Someone who models the heat capacity of rocksalt BiTe must decide whether one spring constant per vibration will do, or whether higher-order force constants are worth their cost. The scan below helps with that choice for one vibration, in which Bi and Te move against each other along a cubic axis. If some row broke away from the others, a simple correction to the spring could be trusted only short of that row. No row does: the spring law fails gradually, along a single smooth curve.

Rocksalt BiTe (undisturbed cubic a = 6.394 Å) with one vibrational mode frozen in at fixed cell, computed with Ansatz 0.2.0: PBEsol, scalar-relativistic plane-wave PAW, no spin polarisation, 420 eV cutoff, 16×16×16 k mesh, 0.15 eV Gaussian smearing. Energies are free energies per two-atom cell relative to the undisturbed crystal; pressure is positive in compression.

```tsv
amplitude (Å of the largest displacement)	energy change (meV a cell)	force along mode (eV/Å)	pressure (GPa)
-0.3	417.4	3.478	4.94
-0.15	89.9	1.247	1.20
0	0.0	0.000	0.05
0.0375	5.4	-0.290	0.12
0.075	21.9	-0.588	0.33
0.1125	49.7	-0.901	0.69
0.1875	143.8	-1.638	1.88
0.225	213.6	-2.098	2.73
0.2625	302.7	-2.683	3.75
```

**From rest to about 0.11 Å.** The amplitude $x$ is the displacement of Te, the atom that moves farther. A spring gives the energy change $E_\mathrm{h}=\tfrac12 Kx^2$, and the vibration's wavenumber and masses fix its stiffness at $K=7.73$ eV/Å². At 0.1125 Å this predicts 48.9 meV, while the table has 49.7 meV. The agreement shows that two calculations with the same functional find the same curvature, not that the curvature is right for a real crystal. Spin-orbit coupling, which is strong in Bi and Te, is missing and could change it.

For the decision at hand this stretch matters most. At room temperature a classical vibration holds on average about 13 meV of potential energy, which here corresponds to $x=\sqrt{13/3863}\approx0.06$ Å. There the spring is good to about 1 % in energy, so one spring constant should serve for this vibration taken alone. The estimate supposes that the whole vibrational branch is as stiff as this one mode, in which all cells move in step; the scan does not test that. Nor does it test how this vibration couples to others or to the crystal's thermal expansion, which also affects the heat capacity.

**The middle, seen at 0.15 Å.** This amplitude appears in the table with a minus sign. The undisturbed crystal looks the same from either side of an atom, so a push to the left costs exactly what a push to the right costs, and the row belongs between 0.1125 and 0.1875 Å. The energy now lies 3.4 % above the spring's value. The force is further off: $1.247/0.15=8.31$ eV/Å², or 7.6 % above $K$.

The force feels the departure first because it is the slope of the energy. Symmetry forbids odd powers of $x$, so the first correction to the parabola grows as $x^4$. Taking the slope multiplies $x^4$ by four but $x^2$ only by two, which doubles the relative error. A sixth-power term would triple it. A spring that still gives acceptable energies may therefore already give poor forces.

**The far end, seen at 0.3 Å.** Here the energy exceeds the spring's value by 20 % and the force by 50 %. Doubling the amplitude from 0.15 Å has raised the relative energy excess about sixfold, where a pure $x^4$ correction would have raised it fourfold. Higher powers have joined in, but the rows in between lead up to this value step by step.

The likely cause is the repulsion between neighbouring atoms. Bi moves 0.61 Å for every 1 Å that Te moves the other way, so a bond along the axis changes by $u=1.61x$. On one side of each atom the bond shortens to $d-u$, and on the other it lengthens to $d+u$, where $d$ is its length at rest. If the repulsion falls off as $e^{-r/s}$ with bond length $r$, the two bonds together contribute

$$e^{-(d-u)/s}+e^{-(d+u)/s}=2e^{-d/s}\cosh(u/s).$$

The linear terms cancel, so no net force acts at the centre. What remains is positive, because the short bond gains more repulsion than the long one loses. It starts as a parabola and then steepens, because this imbalance grows faster than $u^2$. Measured against the spring, the energy becomes

$$E=c\,E_\mathrm{h}\,\frac{2(\cosh t-1)}{t^2},\qquad t=\frac{u}{s}.$$

The length $s$ and the scale $c$ were fitted to the energies of all nine rows, giving $s=0.30$ Å and $c=0.97$.

At 0.3 Å the short bond measures 2.714 Å against 3.197 Å at rest, so $u=0.483$ Å and $t=1.60$. With unrounded values, $\cosh t-1=1.57$ and $t^2/2=1.28$, a ratio of 1.23. Multiplied by the spring's 348 meV and by $c$, again unrounded, this gives 416.6 meV, close to the computed 417.4 meV. The row was part of the fit, so this illustrates the mechanism and does not predict the row.

The model fails in a systematic way. It is about 2 % too low in the first displaced rows, slightly too high at 0.2625 Å and too low again at 0.3 Å, so the computed energy steepens more abruptly than this exponential. The model leaves out the four sideways bonds and any change in the bonding electrons. If those electrons favour unequal bonds at first and less so at larger amplitude, that too would look like hardening, and this scan cannot tell the two apart. Nor is $s$ a measured range of repulsion, since it trades against $c$ in the fit.

The pressure agrees with a crowded short bond. It rises nearly as $x^2$ and reaches 4.94 GPa at 0.3 Å, and the stress behind that average is about four times larger along the displacement than across it. Because the cell was held fixed, the crystal could not relieve this stress. A cell free to adjust would lower the energies of the displaced rows, most of all at the far end. Since the stress grows nearly as $x^2$, this relief should grow roughly as $x^4$, like the first correction to the spring. In a crystal as soft as a telluride is expected to be, it could cancel that correction or even outweigh it, so that the vibration would soften with amplitude instead. The stiffening found here is therefore that of a fixed cell.

**Looking for a break.** A curve made only of second, fourth and sixth powers, fitted to all nine rows, misses no energy by more than 0.2 meV. The treatment of the electronic smearing alone shifts the energies by as much as a few tenths of a meV, so these misses deserve no cause of their own. The curve's slope falls 0.8 % short of the computed force at 0.3 Å, a sign that still higher powers are beginning to count. The printed output after this text lists both comparisons row by row.

The smoothness has a reason. Every displaced row has the same tetragonal symmetry, only the undisturbed cell being cubic, and no row has a band gap. With 11 valence electrons in the cell, an odd number, and no spin polarisation, some band must stay partly filled, so this calculation cannot pass from metal to insulator along the way. Levels may still cross the Fermi energy, but on a fine mesh with smeared occupations they would do so a few at a time.

A real break would be expected where the electrons switch to another state, for instance one with magnetic moments. This calculation excluded moments from the start, so it could not have shown such a switch. An unstable vibration would look different again: near $x=0$ the force would push the atoms outward, and the energy would fall before it rose. Here the force pulls back in every displaced row, which makes the cubic structure stable against this one motion, though not necessarily against others.

Numerical output:

```
harmonic stiffness from the wavenumber, eV/A^2: 7.726
harmonic energy coefficient, meV/A^2: 3863
fit of energy_change on 9 rows: coefficient of ku*s**2*(exp(u/s)+exp(-u/s)-2)/2 0.9726 +/- 0.0012, s 0.3023; rms 0.664, worst 0.2625 1.27, leave-one-out rms 1.83
fit of energy_change on 9 rows: coefficient of x2 3871 +/- 7.3, coefficient of x4 4662 +/- 248, coefficient of x6 42816 +/- 1953; rms 0.0935, worst 0.2625 0.169, leave-one-out rms 0.554
energies:
     row  short bond A  harmonic meV  excess meV  excess %  wall miss meV  series miss meV
    -0.3         2.714         347.7       69.71     20.05        -0.8071         -0.04738
   -0.15         2.955         86.92       2.978     3.426        -0.7592          0.04139
     0.0         3.197             0           0         0              0                0
  0.0375         3.137         5.433    -0.03261   -0.6002       -0.09839          0.05267
   0.075         3.076         21.73      0.1696    0.7804        -0.4812          0.02847
  0.1125         3.016         48.89      0.8066      1.65         -0.703           0.1236
  0.1875         2.895         135.8       7.985     5.879        -0.3419          -0.0936
   0.225         2.835         195.6       18.03     9.217         0.5243          -0.1353
  0.2625         2.774         266.2        36.5     13.71           1.27           0.1694
forces and pressure (row 0 has no ratio):
     row  force/amplitude eV/A^2  series force miss eV/A  pressure rise/x^2 GPa/A^2
    -0.3                   11.59                 -0.0277                      54.33
   -0.15                   8.313               -0.003304                      51.11
     0.0                       0                       0                          0
  0.0375                   7.733               -0.001314                      49.78
   0.075                    7.84                 -0.0011                      49.78
  0.1125                   8.009               -0.001117                      50.57
  0.1875                   8.736                0.003974                      52.05
   0.225                   9.324               -0.004442                      52.94
  0.2625                   10.22               -0.006707                       53.7
force excess over the harmonic force at 0.3 A, %: 50.05
largest difference of free and zero-smearing energy, meV: 0.359
```
